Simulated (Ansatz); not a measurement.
# Swapping OH for F on C: the atomisation energy

On one C centre that keeps CH3, n of the OH ligands are replaced by F. The atomisation energy (no zero-point term) y in kJ/mol at CCSD(T)/CBS estimate. Shapes, held fixed at every level: PBE0-D4/def2-TZVP. Flexible molecules stand in one conformer, not always the lowest. Programs: Ansatz 0.2.0.

```
molecule  n  y (kJ/mol)
  C2H6O3  0        4321
 C2H5FO2  1        3952
 C2H4F2O  2           ?
  C2H3F3  3        3182
```

Question: Fit y = c + s·n to the known rows and predict C2H4F2O.

Answer: 
1. Means of the 3 rows: n = 1.33333, y = 3818.3.
2. Σ(Δn)² = 4.6667, Σ(Δn·Δy) = -1775.3, so the slope is -1775.3/4.6667 = -380.42.
3. Intercept: 3818.3 − (-380.42) × 1.33333 = 4325.5. The largest residual of the fit is 6.9.
4. C2H4F2O: 4325.5 + (-380.42) × 2 = 3565 kJ/mol.

The run gave 3572 kJ/mol, so the prediction is off by -7 kJ/mol, about the scatter of the fit. The steps per swap are -369, -380, -390 kJ/mol. The slope is the difference between a C–F and a C–OH bond with the ligands’ own bonds. Other levels give for C2H4F2O: PBE0-D4/def2-TZVPP 3580; CCSD/def2-TZVPP 3418 kJ/mol. The CBS estimate extrapolates MP2 from def2-TZVPP and def2-QZVPP and adds CCSD(T) − MP2 in the triple-zeta set, cores frozen.

Each replacement of OH by F lowers the atomisation energy, but this doesn't mean that C–F is the weaker link. The swap removes an O–H bond along with the C–O bond, and the stronger C–F bond recovers only part of that loss.

The steps also grow steadily, from -369 to -390 kJ/mol, so the ligand contributions are not strictly additive. Both mixed molecules lie above the straight line joining the all-OH and all-F ends, which makes the fit's underestimate for C2H4F2O look like missed curvature more than random scatter. The likely cause is the anomeric effect: an oxygen lone pair is a better donor than one on fluorine, and the C–F σ* orbital is a better acceptor than C–O σ*, so O and F on the same carbon stabilise each other. Differences in the OH orientations and their internal contacts could contribute on a similar scale.

The energies don't show whether the mixed fluoroalcohols would survive loss of HF, a common decomposition route when OH and F share a carbon.
